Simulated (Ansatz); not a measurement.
## ZrH: pressure against volume scale

Results calculated with Ansatz 0.2.0, not measured. Free energy against uniform scaling of the volume at fixed shape and fractions; periodic cell, basis, potentials, k mesh and filling as listed.

The cell before it is scaled or strained (space group I-4m2, No. 119):
```
CELL_PARAMETERS angstrom
-1.64390 1.64390 2.50440
1.64390 -1.64390 2.50440
1.64390 1.64390 -2.50440
ATOMIC_POSITIONS crystal
Zr 0.00000 0.00000 0.00000
H 0.75000 0.25000 0.50000
```

Settings of every row: functional LDA; dispersion none; potentials PAW; wave cutoff 450 eV; density cutoff 1800 eV; k mesh 12x12x12; k shift 0x0x0; occupations cold; smearing width 0.15 eV; spin none.

Limits: coarse k mesh, up to 40 meV an atom off; the cell comes from a prototype or a list of computed structures and needn't be the stable phase.

| row | volume scale | V (Å³/atom) | pressure (GPa) | energy above lowest point (meV/atom) |
| --- | --- | --- | --- | --- |
| 1 | 0.92 | 12.453 | 3.18 | 2.8 |
| 2 | 0.9467 | 12.814 | ? | ? |
| 3 | 0.9733 | 13.174 | -3.89 | 5.1 |
| 4 | 1 | 13.536 | -6.77 | 17.2 |
| 5 | 1.0267 | 13.897 | -9.28 | 35.4 |
| 6 | 1.0533 | 14.257 | -11.47 | 58.8 |
| 7 | 1.08 | 14.619 | -13.38 | 86.8 |

Question: what pressure should row 2 give?

Worked fit of pressure. Take u = (V_r/V)^(2/3) − 1 with V_r = 13.716 Å³ an atom, which is twice the finite (Eulerian) strain; such expansions in the strain, on which the Birch-Murnaghan equation of state is built, carry the rest volume and the bulk modulus. The shown rows have u = 0.06652, 0.02724, 0.00885, -0.0087, -0.02546, -0.04162. Least squares give pressure = −8.067 + 142.96 × u + 376.7 × u² + 236 × u³ GPa; a parabola predicts inner rows, each left out in turn, worse (root mean square 0.012 against 0.0058 GPa). All shown rows lie on it to the printed digit. The pressure vanishes at u = 0.0497, or V = 12.75 Å³ an atom, and there the bulk modulus at fixed shape and fractions is B = −V dP/dV = (2/3)(1 + u) dP/du = 127 GPa. Letting shape and atoms relax would as a rule lower it, by much in layered, chain or molecular crystals. The withheld row has u = 0.04639, so the fit gives −8.067 + 142.96 × (0.04639) + 376.7 × (0.04639)² + 236 × (0.04639)³ = -0.60 GPa.

The calculation gave -0.59 GPa. The fit lies 0.01 GPa (1.7 % of the value, 0.06 % of the column's range) below it, one unit of the last digit.

The other values of row 2: energy above lowest point 0 meV/atom.
